# Margin comments: Peierls distortion of simple cubic p bands into the A7 structure

**1. Premises.** (a) Atoms with configuration $s^2p^3$ sit on a simple cubic (sc) lattice of edge $a$, with volume $\Omega=a^3$ per atom. (b) The s levels lie below the p bands and stay doubly occupied. (c) The p orbitals are orthonormal and couple only to the six nearest neighbours, through the two-centre integral $V_{pp\sigma}(d)=t\,(a/d)^n$ with $t>0$. For a bond with direction cosines $l_\alpha$ the element between $p_\alpha$ and $p_\beta$ is $V_{pp\sigma}l_\alpha l_\beta$ (Slater–Koster form with $V_{pp\pi}=0$). (d) Neighbours repel with $\phi(d)=\phi\,(a/d)^p$, $p>n$. (e) The electrons are independent and at $T=0$, the nuclei static, and spin–orbit coupling is dropped. Energies are per atom and counted from the p level, $k_\alpha$ is in units of $1/a$, $c_\alpha=\cos k_\alpha$, $s_\alpha=\sin k_\alpha$, and $\langle\cdot\rangle$ is the average over the sc zone. $K$ and $E$ are complete elliptic integrals of parameter $m$, with $E(m)=\int_0^{\pi/2}\sqrt{1-m\sin^2\theta}\,d\theta$.

**2. Why chains.** A bond along $x$ has $l=(\pm1,0,0)$, so it couples $p_x$ to $p_x$ and nothing else. The three bands are $\varepsilon_\alpha=2tc_\alpha$. They are equivalent by cubic symmetry, so the three p electrons put one electron in each, and each is half filled. The Fermi surface consists of the six planes $k_\alpha=\pm\pi/2$, and the band energy is $-3\langle|2tc_\alpha|\rangle=-12t/\pi$.

**3. Why this $\mathbf Q$.** The $x$ band obeys $\varepsilon_x(\mathbf k+\mathbf q)=-\varepsilon_x(\mathbf k)$ for every $\mathbf q$ with $q_x=\pi$, whatever $q_y$ and $q_z$. Two facts single out $\mathbf Q=(\pi/a)(1,1,1)$. It is the only vector, up to reciprocal lattice vectors, that nests all three bands at once. And a π integral $-t_\pi$ turns the band into $2tc_x-2t_\pi(c_y+c_z)$, which changes sign only if all three cosines do. Nearest-neighbour π hopping thus warps the planes and removes every nesting vector except $\mathbf Q$, where nesting stays perfect. The factor $e^{i\mathbf Q\cdot\mathbf R}=\pm1$ divides the sites into the two fcc sublattices A and B of the rock-salt pattern.

**4. Geometry.** Shift B against A by $w(1,1,1)$ and set $\eta=w/a$. The bonds from A along $\pm x$ become $a(\pm1+\eta,\eta,\eta)$, with
$$d_\pm=a\sqrt{(1\pm\eta)^2+2\eta^2}=a\,(1\pm\eta+\eta^2+\dots).$$
Each atom gets three short and three long bonds. To first order the hoppings are $t(1\mp z)$ with $z=n\eta$, the larger one on the short bond. In the A7 description the atoms lie at $\pm u\,\mathbf c$, with $\mathbf c$ along [111] and, at the cubic angle, $|\mathbf c|=2\sqrt3a$; sc is $u=1/4$. The relative shift is $2(\tfrac14-u)|\mathbf c|=\sqrt3w$, so $\eta=1-4u$.

**5. The gap of a chain.** All hops join A to B, so in the basis (three orbitals on A, three on B)
$$H=2t\begin{pmatrix}0&M\\M^\dagger&0\end{pmatrix},$$
where Bloch phases refer to the unshifted sites. Since $H^2=4t^2\,\mathrm{diag}(MM^\dagger,M^\dagger M)$ and a sign change on B turns $H$ into $-H$, the levels are $\pm2t\sigma_j$, with $\sigma_j$ the three singular values of $M$. The diagonal element is
$$M_{xx}=\tfrac12\left[(1-z)e^{ik_x}+(1+z)e^{-ik_x}\right]=c_x-izs_x\equiv m_x .$$
If $M$ is kept diagonal, $\sigma_x=\sqrt{c_x^2+z^2s_x^2}$. For $z<1$ its minimum is $z$, at $k_x=\pm\pi/2$, and the gap on the whole former Fermi surface is $4tz$.

**6. Energy of the chains.** Three negative bands with two spins give $-4t\sum_j\sigma_j$ per cell of two atoms. Because $M(\mathbf k+\mathbf Q)=-M(\mathbf k)$, the average over the folded zone equals that over the sc zone, and
$$U=-2t\Big\langle\sum_j\sigma_j\Big\rangle=-\frac{12t}{\pi}E(m),\qquad m=1-z^2 .$$

**7. Where the logarithm and the $-\tfrac12$ come from.** Differentiation under the integral gives
$$\frac{dE}{dz}=z\int_0^{\pi/2}\frac{\sin^2\theta\,d\theta}{\sqrt{1-m\sin^2\theta}}=\frac{z\,(K-E)}{m}.$$
With $\omega=\cot\theta$, $K=\int_0^\infty d\omega/\sqrt{(1+\omega^2)(z^2+\omega^2)}$. The map $\omega\to z/\omega$ leaves the integrand times $d\omega$ invariant and exchanges the ranges below and above $\sqrt z$. Below $\sqrt z$ the first factor tends to 1, so $K\to2\,\mathrm{arsinh}(z^{-1/2})\to\ln(4/z)$. Then $dE/dz\simeq z[\ln(4/z)-1]$, and integration from $E=1$ at $z=0$ gives $E-1\simeq\tfrac12z^2[\ln(4/z)-\tfrac12]$. The gain per atom is
$$\Delta U=\frac{6t}{\pi}z^2\left[\ln\frac4z-\frac12\right].$$
At $z=0.2$ the asymptotic $E-1$ is 0.0499 against the exact 0.0505.

**8. Why it wins, and by how much.** The shifted structure maps onto itself under $z\to-z$ (exchange of A and B), so any analytic cost starts as $(6t/\pi)\,\kappa z^2$ with a dimensionless $\kappa$. The bracket grows without bound as $z\to0$ and exceeds every finite $\kappa$. Setting the derivative of $-z^2[\ln(4/z)-\tfrac12-\kappa]$ to zero gives $\ln(4/z)=1+\kappa$, so
$$z_0=4e^{-1-\kappa},\qquad F(z_0)=-\frac{3t}{\pi}z_0^2 .$$
The instability is certain in this model, but its size is exponentially sensitive to $\kappa$. Every non-logarithmic $z^2$ term therefore matters; comments 11 to 13 collect them.

**9. Why [111].** For a general shift $(w_x,w_y,w_z)$ each family of chains has its own $z_\alpha=nw_\alpha/a$. Cubic symmetry allows only $\sum_\alpha z_\alpha^2$ as a quadratic form in a vector. The energy is a sum of three identical functions, each minimal at $|z_\alpha|=z_0$. The eight sign choices are the four $\langle111\rangle$ axes times the exchange of A and B. The shift leaves one threefold axis and the inversion centres at the bond midpoints, which is the A7 symmetry. A trigonal shear $e$ may then couple as $-g\,e\,(z_xz_y+z_yz_z+z_zz_x)$ against an elastic cost $\tfrac12Ce^2$. Hence $e\propto z^2$, and the energy it returns is of order $z^4$. The departure of the rhombohedral angle from $60^\circ$ follows the displacement and does not drive it.

**10. Five bands for ten electrons.** The doubled cell holds two s and six p orbitals and ten valence electrons. The two s bands take four. The spectrum $\pm2t\sigma_j$ has three bands below zero, which take the other six. Five filled bands give an insulator only if the fifth lies below the sixth throughout the zone; an even electron count permits this and does not enforce it.

**11. The tilt is first order too.** The same shift tilts each bond. On the $\pm x$ bond $l_xl_y=\pm\eta$, and on the $\pm y$ bond likewise, so
$$M_{xy}=i\eta\,(s_x+s_y)\equiv iS_{xy},$$
which is as large as $zs_x$. It acts where two bands reach the Fermi level together. On the lines $k_x=k_y=\pm\pi/2$ the $xy$ block is $\pm i\begin{pmatrix}-z&2\eta\\2\eta&-z\end{pmatrix}$, with singular values $|n-2|\eta$ and $(n+2)\eta$. The points $(\pi/2)(\pm1,\pm1,\pm1)$ are the centres of the hexagonal faces of the folded zone. At T, on the threefold axis, $M/i$ has eigenvalues $(4-n)\eta$ and $-(n+2)\eta$ twice. At L, for instance $(\pi/2)(1,1,-1)$, they are $(2-n)\eta$, $-(n+2)\eta$ and $n\eta$. So $4tz$ is the gap on the faces away from the crossing lines, while at L it is $4t\eta|n-2|$ for $n>1$. For $n=2$ the gap at L vanishes at first order in $\eta$. A π integral would change these coefficients.

**12. Energy of the tilt.** Use $\sigma=\pi^{-1}\int_0^\infty\ln(1+\sigma^2/\omega^2)\,d\omega$, so that $\sum_j\sigma_j$ follows from $\ln\det(\omega^2+MM^\dagger)$. To order $S^2$ the three pairs add. For one pair, with $A=|m_x|$ and $B=|m_y|$,
$$\det=(\omega^2+A^2)(\omega^2+B^2)+2S^2\left[\omega^2+\mathrm{Re}(m_xm_y)\right]+S^4 .$$
Here $\mathrm{Re}(m_xm_y)=c_xc_y-z^2s_xs_y$. In the zone average all terms odd in a $c$ or an $s$ drop, which leaves $4\eta^2[\omega^2s_x^2-z^2s_x^2s_y^2]$ over the two denominators. With $\mu=\sqrt{1+\omega^2}$ and $\nu=\sqrt{z^2+\omega^2}$ the denominator of one chain is $\mu^2c^2+\nu^2s^2$, and the averages are $\langle1/\cdot\rangle=1/\mu\nu$ and $\langle s^2/\cdot\rangle=1/\nu(\mu+\nu)$. Each pair adds $(4\eta^2/\pi)\,G$ to $\langle\sum\sigma\rangle$, with
$$G=\int_0^\infty\!\left[\frac{\omega^2}{\mu\nu^2(\mu+\nu)}-\frac{z^2}{\nu^2(\mu+\nu)^2}\right]d\omega .$$
Insert $1/(\mu+\nu)=(\mu-\nu)/m$. The integrals needed are $\int d\omega/\nu^2=\pi/2z$, $\int d\omega/\mu\nu=K$ and $\int(1-\omega^2/\mu\nu)\,d\omega=E$. The last holds because both sides equal 1 at $z=0$ and both have the derivative $(K-E)/2m$ with respect to $z^2$ (integrate by parts once and put $\omega=\cot\theta$). The result is
$$G(z)=\frac{E-\pi z}{m}+\frac{2z^2(K-E)}{m^2}=1-\pi z+O(z^2\ln z).$$
The gain from three pairs is $(6t/\pi)\,4\eta^2G$. It has no logarithm, because two Fermi planes meet only on a line, and so the coefficient of $z^2\ln z$ in comment 7 stands.

The even part of the diagonal hopping changes as well. Expansion of $(a/d_\pm)^n\,l_x^2$ gives the mean $1+\tfrac12(n^2-n-4)\eta^2$, worth a gain $(6t/\pi)(n^2-n-4)\eta^2$. The element $t\eta^2$ of $p_x$ on $y$ and $z$ bonds multiplies $c_y$ and $c_z$ and averages to zero. The sum of the two gains is
$$\frac{6t}{\pi}z^2\left[\frac{n-1}{n}+\frac4{n^2}(G-1)\right].$$
At $z\to0$ the tilt cancels: the $-4\eta^2$ from $l_x^2<1$ is returned by the interband mixing. At finite $z$ the return is incomplete by $4\pi z/n^2$, which is not small beside $\tfrac12$ once $z$ reaches 0.1.

**13. The elastic cost and pressure.** There are three bonds per atom. The mean of $(a/d_\pm)^p$ is $1+\tfrac12p(p-1)\eta^2$, so the repulsion costs $\tfrac32p(p-1)\phi\eta^2$. After subtraction of the band term $(n-1)/n$,
$$\kappa=\frac{\pi p(p-1)\phi}{4n^2t}-\frac{n-1}{n}.$$
The sc energy is $-12t/\pi+3\phi$, and $P_{sc}=-\partial U_{sc}/\partial\Omega$ with $d\Omega=3\Omega\,d\ln a$ gives $P_{sc}\Omega=p\phi-4nt/\pi$. Elimination of $\phi$ yields
$$\kappa=\frac{p-n}{n}+\frac{\pi(p-1)P_{sc}\Omega}{4n^2t}.$$
Let $a_0$ be the edge at $P_{sc}=0$, $x=a_0/a$ and $t=t_0x^n$. Then $p\phi=(4nt_0/\pi)x^p$ and
$$\kappa=\frac{p-1}{n}x^{p-n}-\frac{n-1}n,\qquad P_{sc}=\frac{4nt_0}{\pi a_0^3}x^3(x^p-x^n),\qquad B_0=\frac{4n(p-n)t_0}{3\pi a_0^3},$$
where the bulk modulus $B_0=-\Omega\,dP_{sc}/d\Omega$ is taken at $x=1$. Compression raises $\kappa$ because the repulsion grows faster than the hopping. The energy of distortion at fixed volume is
$$F=-\frac{6t}{\pi}\left[2(E-1)+\frac{4z^2}{n^2}(G-1)-\kappa z^2\right].$$
For $n=2$, with $D=K-E$, $dE/dz=zD/m$ and $dD/dz=-E/z$, the condition $dF/dz=0$ reads $h(z)=\kappa$, where
$$h=\frac{K-\tfrac32\pi z}{m}-1+\frac{\tfrac92z^2D-\pi z^3}{m^2}+\frac{4z^4D}{m^3}.$$
As $z\to0$ it reduces to $\ln(4/z)-1=\kappa$. At the minimum only the explicit dependence of $F$ on $x$ counts, so the distortion adds the pressure
$$\delta P=\frac1{3\Omega}\left[nF+\frac{6t}{\pi}z^2\frac{d\kappa}{d\ln x}\right].$$

**14. What ends the instability.** With perfect nesting $z_0$ shrinks under pressure and never vanishes. A stable sc phase needs a term even under $\mathbf k\to\mathbf k+\mathbf Q$, that is, a coupling within one sublattice. Second-neighbour hopping is one source. Admixture of s is another, since it gives an A–A coupling at second order. As a representative term take the π hop $t'$ of $p_x$ along the face diagonals of the $yz$ plane, $\gamma=\gamma_0c_yc_z$ with $\gamma_0=4|t'|$ (its sign is immaterial). It does not depend on $w$, and it shifts both levels $\pm2t\sigma_x$ alike. Its values are symmetric about zero, so the Fermi level stays at zero. For chains with $2tz>\gamma_0$ the occupations are unchanged, $\langle\gamma\rangle=0$, and comments 6 to 8 hold as they stand. For $2tz<\gamma_0$ electron and hole pockets of equal volume appear.

The limit $z\to0$ is now analytic. The pair $(\mathbf k,\mathbf k+\mathbf Q)$ is split by $4t|c_x|$, is coupled by $2tzs_x$, and has just one member filled only if $2t|c_x|>|\gamma|$. The filled level drops by $tz^2s_x^2/|c_x|$. With two spins and $\sin\theta=|\gamma|/2t$ the gain per chain is
$$\frac{2tz^2}{\pi}\int_0^{\pi/2-\theta}\frac{\sin^2k}{\cos k}\,dk=\frac{2tz^2}{\pi}\left[\mathrm{artanh}(\cos\theta)-\cos\theta\right]\simeq\frac{2tz^2}{\pi}\left[\ln\frac{4t}{|\gamma|}-1\right].$$
Since $\langle\ln|\cos k|\rangle=-\ln2$, the average over $k_y,k_z$ turns the bracket into $\ln(16t/\gamma_0)-1$. The sc lattice is locally stable when this is below $\kappa$:
$$\gamma_0>16t\,e^{-1-\kappa}=4tz_0,\qquad\text{that is}\quad|t'|/t>z_0 .$$
The interband term keeps $G=1$ here up to order $(\gamma_0/2t)^2$, because its first-order change is odd in the cosine of the third direction. The criterion locates the loss of local stability; it does not fix the order of the transition. An on-site difference $\pm\delta$ between A and B, as in the phase-change memory compound GeTe with the same ten electrons per cell, cuts the logarithm too. The levels $\pm\sqrt{\delta^2+4t^2\sigma^2}$ give the bracket $\ln(8t/\delta)-1$ for $\delta\ll t$, so that for chains rock salt is stable if $\delta>2tz_0$.

**15. Range of validity.** The form $z^2[\ln(4/z)-\tfrac12]$ is the exact leading behaviour of decoupled chains and needs $z\ll1$. The claim that it beats any elastic cost needs $2tz$ above $\gamma_0$, $\delta$ and $k_BT$; below these scales the gain is quadratic and can lose. The formula for $z_0$ needs in addition $4\pi z/n^2\ll1$; otherwise $F$ of comment 13 must be used. Five terms beyond $F$ are sized here. First, the $S^4$ terms. Near the two coupled lines of a pair put $b=2\eta$ and $W^2=\omega^2+z^2$. The $b^4$ part of $\ln\det$, integrated over $c_x$ and $c_y$, is $2\pi^2b^4(z^2/W^4-z^4/W^6)$, and $\pi^{-1}\int d\omega$ of it is $\pi^2b^4/8z$. Multiplied by $2t\cdot3\cdot2/(2\pi)^2$ this adds $\pi b^4/16z^3$ to the bracket of comment 7, or $\pi z/16$ for $n=2$. Second, for $p=6$ the mean repulsion is $1+15\eta^2-66\eta^4$, a relative change of $-4.4\eta^2$ in the cost. These two favour the distortion; the other three, given for $n=2$ as additions to the bracket of $F$, oppose it. The diagonal hopping is $(a/d_\pm)^2l_x^2=1\mp2\eta-\eta^2\pm12\eta^3-23\eta^4$. Third, the alternation is therefore $z(1-6\eta^2)$, which through $dE/dz$ adds $-3z^4D/m$. Fourth, the quartic part of the mean adds $-46\eta^4=-\tfrac{23}8z^4$. Fifth, the off-diagonal element has an even part, $M_{xy}=iS-R$, in which the $x$ and $y$ bonds give $R=(n+1)\eta^2(c_x+c_y)$. It adds $-4zSR\,(c_xs_y+s_xc_y)$ to the determinant of comment 12, and with $\langle c^2/\cdot\rangle=1/\mu(\mu+\nu)$ the bracket changes by $-8(n+1)z\eta^3J=-3z^4J$, where $J=\int_0^\infty d\omega/\mu\nu(\mu+\nu)^2=[(1+z^2)K-2E]/m^2$. Further terms of order $z^4$, among them the three-band product $S_{xy}S_{yz}S_{zx}$ and the cubic part of $S$, are not sized. The trigonal shear, $t_\pi$, the off-diagonal second-neighbour elements, overlap and spin–orbit coupling are outside $F$; the last matters most for Bi.

**16. Numbers for a model of As.** The inputs are illustrative: $n=2$, $p=6$, $a_0=270$ pm and $t_0=0.370$ aJ (2.3 eV), the approximate size of a universal $d^{-2}$ scaling of $V_{pp\sigma}$. They give $\kappa=\tfrac52x^4-\tfrac12$, $P_{sc}=47.9\ \mathrm{GPa}\times(x^9-x^5)$ and $B_0=64$ GPa. The edge 278 pm corresponds to the approximate atomic volume of As at ambient pressure, and 250 pm stands for strong compression.

| quantity | $a=278$ pm | $a=250$ pm |
|---|---|---|
| $t$ (aJ) | 0.349 | 0.432 |
| $\kappa$ | 1.72 | 2.90 |
| $z_0=4e^{-1-\kappa}$ | 0.26 | 0.081 |
| $z$ from $h(z)=\kappa$ | 0.17 | 0.064 |
| $G(z)$ | 0.65 | 0.83 |
| $\eta=z/2$ | 0.085 | 0.032 |
| $u=(1-\eta)/4$ | 0.229 | 0.242 |
| short, long bond (pm) | 256, 304 | 242, 258 |
| $4tz$ (aJ) | 0.24 | 0.11 |
| $F$ (zJ per atom) | −12 | −1.9 |
| $P_{sc}$ (GPa) | −4.6 | 25.4 |
| $\delta P$ (GPa) | 2.3 | 0.9 |
| $P_{sc}+\delta P$ (GPa) | −2 | 26 |
| $4tz_0$ (aJ) | 0.37 | 0.14 |

The incomplete return of the tilt energy lowers $z$ well below $z_0$ in both columns. Of the neglected terms, $\pi z/16$ is 0.034 and 0.013. A term added to the bracket of $F$ shifts $h$ by its derivative over $2z$, so this one raises $h$ by $3\pi z/32$, or 0.05 and 0.02. The quartic repulsion lowers the right side of $h=\kappa$ by $8.8\eta^2(\kappa+\tfrac12)$, or 0.14 and 0.03. The third term of comment 15 shifts $h$ by −0.34 and −0.07, the fourth by −0.17 and −0.02, and the fifth by −0.18 and −0.05. The negative shifts prevail: with all five terms the root moves to $z=0.13$ and 0.060. Since other terms of order $z^4$ remain unsized, these values indicate only the direction and rough size of the correction. The second figure of $z$ is uncertain in both columns, and so are the entries that follow from it. Temperature is harmless: at 250 pm $2tz=0.056$ aJ, while $k_BT=0.0041$ aJ at 300 K.

All entries are the model's. The exponents and $a_0$ were chosen to reproduce the typical ambient displacement of As ($u$ near 0.23) and a typical compression, so those entries are no test. The perfectly nested model misses in one clear direction. As is typically a semimetal at ambient pressure and simple cubic above roughly 25 to 30 GPa, whereas the model keeps $\eta=0.032$ at 26 GPa and overestimates the distortion there entirely. What is lacking is the even terms of comment 14. With $n=2$ the gap at L is closed at first order, but $\gamma$ vanishes on the lines $k_x=k_y=\pm\pi/2$. Near them it shifts the soft combination $p_x+p_y$ by $\gamma_0c_z(c_x+c_y)/2$, less than the half-splitting $t|c_x+c_y|$, so a small $\gamma_0$ opens no pocket there. For chains $\gamma$ opens pockets where $|c_yc_z|$ is largest, once $|t'|/t$ exceeds $z/2$, which is 0.085 at 278 pm. Pockets at L need an even term that is non-zero at L, such as the off-diagonal second-neighbour element $\propto s_xs_y$; it is outside this model, which therefore does not derive them. A ratio $|t'|/t$ between 0.081 and 0.26 leaves the model's sc lattice unstable at 278 pm and makes it locally stable at 250 pm, where the threshold is $|t'|=0.035$ aJ.